## Internal-strain correction to $C_{44}$: the assumption of instantaneous, uniform relaxation

### 1. The result and its assumption

Conventions: harmonic, stress-free, undoped crystal; Voigt engineering strains ($e_4=2\varepsilon_{yz}$); primitive cell volume $\Omega$; $u$ are sublattice displacements relative to the homogeneously strained positions, with the centre of mass removed. Energy per cell:

$$E=\tfrac12\Omega\,e^{T}C^{0}e+u^{T}Le+\tfrac12u^{T}Ku .$$

$C^0$ is the clamped-ion tensor, $L$ the internal-strain tensor (force per unit strain), $K$ the zone-centre force-constant matrix, invertible because the three translations are excluded. Setting $\partial E/\partial u=0$ gives $u=-K^{-1}Le$ and

$$C=C^0-\frac1\Omega L^{T}K^{-1}L .$$

Diamond structure: $u=u_B-u_A$, $K=\mu\omega_R^2$ times the unit matrix, $\mu=M/2$, $\omega_R$ the Raman frequency, $\Omega=a^3/4$. Born charges vanish, so no macroscopic field enters. Only shears couple: $u_x=-\zeta d\,e_4$ and cyclic, with $d=a/4$ and $\zeta$ the Kleinman parameter. Hence

$$C_{44}=C_{44}^0-\Delta C,\qquad \Delta C=\zeta^2C^*,\qquad C^*=\frac{Kd^2}{\Omega}=\frac{\mu\omega_R^2}{4a}.$$

**The assumption.** The step $\partial E/\partial u=0$ with zone-centre $K$ and $L$ takes the strain as static and uniform. A sound wave has finite $\omega$ and $q$; a strain field in a nanostructure has finite $q$.

### 2. Finite frequency: inertia of the internal coordinate

Add the kinetic energy $\tfrac12\dot u^{T}m\dot u$, with $m$ the reduced-mass matrix. For $e\propto e^{-i\omega t}$, $(K-\omega^2m)u=-Le$. With $\Lambda=K^{-1}L$,

$$C(\omega)=C^0-\frac1\Omega L^T(K-\omega^2m)^{-1}L=C-\frac{\omega^2}{\Omega}\Lambda^Tm\Lambda+O(\omega^4).$$

The correction is negative semidefinite: below resonance a driven oscillator overshoots its static displacement. For diamond, $\delta C_{44}=-\Delta C\,\omega^2/\omega_R^2$. In a wave $\omega\propto q$, so this term is $O(q^2)$, the same order as the strain-gradient terms. Both are needed.

### 3. Finite wave vector: transverse wave along [100]

Take $q\parallel[100]$ and polarisation $[011]$. The mirrors $y\leftrightarrow z$ and $y\leftrightarrow -z$ decouple this polarisation from the other two. The crystal is a chain of rigid (100) planes with spacing $d$, alternately A and B, one atom per area $a^2/2$, with energy $\tfrac12k\,(w_j-w_{j'})^2$ per pair of planes. For odd separation $n$, an A plane couples to the B planes at $\pm nd$ by $k_n^\pm$; define $\kappa_n=k_n^++k_n^-$, $\delta_n=k_n^+-k_n^-$. For even $n$ the constant $k_n$ is the same on both sublattices, by inversion through a bond centre. With $x=qd$ and phases referred to the plane positions,

$$S=\sum_{\rm odd}\kappa_n\cos nx,\quad T=\sum_{\rm odd}\delta_n\sin nx,\quad G=2\sum_{\rm even}k_n(1-\cos nx),\quad K=S(0).$$

The force-constant matrix has diagonal elements $K+G$ and off-diagonal element $-(S+iT)$. In the basis $(w_A\pm w_B)/\sqrt2$ the diagonal elements become $A=K+G-S$ and $O=K+G+S$, and the coupling is $iT$. The secular equation, exact for the harmonic crystal, is

$$M\omega^2=A-\frac{T^2}{O-M\omega^2},\qquad M\omega^2=K+G\mp\sqrt{S^2+T^2}.$$

At $x=0$ the upper root gives $M\omega_R^2=2K$, so $K=\mu\omega_R^2$. Define $C(q)=\rho\omega^2/q^2$ with $\rho=2M/\Omega$, so $C(q)=2C^*M\omega^2/(Kx^2)$. Let hats denote constants divided by $K$. Expand:

$$\frac{2A}{K}=c_0x^2-a_4x^4,\qquad \frac{T^2}{K^2}=\zeta^2x^2(1-t_3x^2),\qquad \frac{O}{2K}=1-o_2x^2,$$

$$c_0=\sum_{\rm odd}n^2\hat\kappa_n+2\sum_{\rm even}n^2\hat k_n,\qquad \zeta=\sum_{\rm odd}n\hat\delta_n,$$

$$a_4=\sum_{\rm odd}\frac{n^4\hat\kappa_n}{12}+\sum_{\rm even}\frac{n^4\hat k_n}{6},\quad t_3=\frac{1}{3\zeta}\sum_{\rm odd}n^3\hat\delta_n,\quad o_2=\sum_{\rm odd}\frac{n^2\hat\kappa_n}{4}-\sum_{\rm even}\frac{n^2\hat k_n}{2}.$$

This $\zeta$ is the Kleinman parameter: for $w_j=e\,jd$, minimising $\tfrac12\sum[k_n^+(u+nde)^2+k_n^-(u-nde)^2]$ gives $u=-de\sum n\hat\delta_n$. The same uniform shear with $u=0$ gives $C_{44}^0=c_0C^*$.

Leading order: $C(0)=(c_0-\zeta^2)C^*$, the static result. The assumption is now located: it replaces $O-M\omega^2$ by $2K$ and keeps only the lowest terms of $A$ and $T$. Next order, using $M\omega^2/2K=\omega^2/\omega_R^2$:

$$C(q)=C_{44}^0-C^*a_4x^2-\Delta C\left[1+\frac{\omega^2}{\omega_R^2}+(o_2-t_3)x^2\right].$$

With $r=C_{44}/C^*$ one has $\omega^2/\omega_R^2=rx^2/4$ at leading order, and

$$\boxed{\;\frac{C(q)}{C_{44}}=1-b\,(qd)^2,\qquad b=\underbrace{\frac{\zeta^2}{4}}_{\rm inertia}+\underbrace{\frac{a_4}{r}}_{\rm clamped\ gradient}+\underbrace{\frac{\zeta^2(o_2-t_3)}{r}}_{\rm relaxation\ gradient}\;}$$

Remarks.

- The inertial term is $-(\zeta qa/8)^2$, independent of $M$, $\omega_R$ and the range of the forces. It equals the ratio of internal to centre-of-mass kinetic energy, $\mu u^2/(2Mw^2)$ with $|u|=\zeta dq|w|$: the wave carries extra mass.
- The division between the two gradient terms depends on the phase convention; $b$ does not.
- For a static sinusoidal load shared equally by both sublattices the stiffness is $A-T^2/O$: the inertial term is absent and the gradient terms remain.
- Nearest planes only: $c_0=1$, $r=1-\zeta^2$, $a_4=1/12$, $o_2=1/4$, $t_3=1/3$, so $b=(1+3\zeta^2)/12$.

### 4. Germanium

Compiled measured values: $\omega_R/2\pi c=300.9$ cm$^{-1}$ (300 K; Ioffe Institute), $C_{44}=67$ GPa (Råsander 2015). Typical values, assumed: $a=5.658$ Å, $M=72.63$ u, $\zeta=0.54$, TA(X) $=80$ cm$^{-1}$, TO(X) $=275$ cm$^{-1}$. The 300 K Raman frequency stands in for the harmonic one.

Static quantities: $K=193.7$ N/m $=12.09$ eV/Å$^2$, $C^*=85.6$ GPa, $r=0.783$, $\Delta C=25$ GPa, $C_{44}^0=67+25=92$ GPa (inferred, not computed independently). Also $\rho=5.33$ g/cm$^3$, $v=\sqrt{C_{44}/\rho}=3.55$ km/s, $\omega_R/2\pi=9.02$ THz. Inertial coefficient: $\zeta^2/4=0.073$.

**Nearest-plane model.** Two constants, fitted to $\omega_R$ and $C_{44}$, force $\zeta=\sqrt{1-r}=0.466$ and give $b=0.054+0.083=0.14$. At X ($q=2\pi/a$, $x=\pi/2$) the model has $\omega_{TA}=\omega_R\sqrt{(1-\zeta)/2}$, or 155 cm$^{-1}$, which is 1.9 times the typical value. It misses the flat TA branch of Ge and so understates the dispersion.

**Third-plane model.** Keep $\kappa_1,\kappa_3,\delta_1,\delta_3,k_2$, chosen to reproduce $\omega_R$, $C_{44}$, $\zeta$ and both typical X frequencies. At X, $S=0$, $G=4k_2$, $T=\delta_1-\delta_3$. The conditions are

$$1+4\hat k_2=\frac{\omega_{TO}^2+\omega_{TA}^2}{\omega_R^2},\qquad \hat\delta_1-\hat\delta_3=\frac{\omega_{TO}^2-\omega_{TA}^2}{\omega_R^2},$$

$$\hat\delta_1+3\hat\delta_3=\zeta,\qquad \hat\kappa_1+\hat\kappa_3=1,\qquad 1+8\hat\kappa_3+8\hat k_2=r+\zeta^2 .$$

Solution: $\hat k_2=-0.0235$, $\hat\delta_1=0.708$, $\hat\delta_3=-0.0561$, $\hat\kappa_1=0.967$, $\hat\kappa_3=0.0328$. Then $a_4=0.239$, $o_2=0.363$, $t_3=-0.498$, and

$$b=0.073+0.31+0.32=0.70 .$$

The gradient terms together, 0.63, are 8.6 times the inertial term, and $b$ is 5 times the nearest-plane value. Five constants were fitted to five inputs, so nothing here tests the model. Weights $n^3$ and $n^4$ make the gradient terms sensitive to more distant planes; read them as an estimate of scale.

Relative softening $1-C(q)/C_{44}$ in this model, with $q=2\pi f/v$:

| nominal $f$ | $qd$ | inertia | total $b(qd)^2$ |
|---|---|---|---|
| 10 MHz | $2.5\times10^{-6}$ | $4.6\times10^{-13}$ | $4.4\times10^{-12}$ |
| 100 GHz | $0.025$ | $4.6\times10^{-5}$ | $4.4\times10^{-4}$ |
| 1 THz | $0.25$ | $4.6\times10^{-3}$ | $4.4\times10^{-2}$ |

In the last row the shifts are 0.31 GPa from inertia and 2.9 GPa in total; the unexpanded root of the secular equation also gives $4.4\times10^{-2}$ there. A static shear modulation along [100] is softened by 1 % at $qd=\sqrt{0.01/0.63}=0.126$, a period $2\pi/q$ of 7.0 nm. In this model, shear fields in Ge channels only a few nanometres across are therefore no longer described by the static $C_{44}$ at the per cent level; surfaces, not treated here, enter at such sizes too.

### 5. A competing anharmonic term

Thermal phonons also relax after a strain, and far more slowly than an optical period (Akhiezer mechanism). Let mode $i$ have energy $\epsilon_i(e)$ and $\gamma_i=-\partial\ln\epsilon_i/\partial e$. With frozen occupations $n_i$ the stiffness gains $\sum\epsilon_i''(n_i+\tfrac12)/V$. The second derivative of the quasi-harmonic free energy contains in addition $\sum\epsilon_i'^2\,\partial n_i/\partial\epsilon_i/V$. Since $-\partial n_i/\partial\epsilon_i=n_i(n_i+1)/k_BT_0$ at temperature $T_0$, and the mode heat capacity is $c_i=\epsilon_i^2n_i(n_i+1)/k_BT_0^2$,

$$C_{\rm frozen}-C_{\rm relaxed}=\frac{T_0}{V}\sum_ic_i\gamma_i^2 .$$

For a pure shear of a cubic crystal $\sum c_i\gamma_i=0$ by symmetry, so the relaxed modulus is both isothermal and adiabatic. With the classical upper limit $c_i=k_B$ and 24 modes per cubic cell, the step at 300 K is $24k_BT_0\langle\gamma^2\rangle/a^3=0.55\,\langle\gamma^2\rangle$ GPa. An assumed rms shear $\gamma$ between 0.3 and 1 gives $7\times10^{-4}$ to $8\times10^{-3}$ of $C_{44}$, a stiffening reached once $\omega$ exceeds the thermal-phonon relaxation rate. If that holds at 100 GHz, the step exceeds the model's harmonic softening of $4.4\times10^{-4}$ and has the opposite sign. At 1 THz the harmonic softening dominates, and about nine tenths of it comes from the wave-vector dependence of the force constants, one tenth from the inertia of the internal coordinate.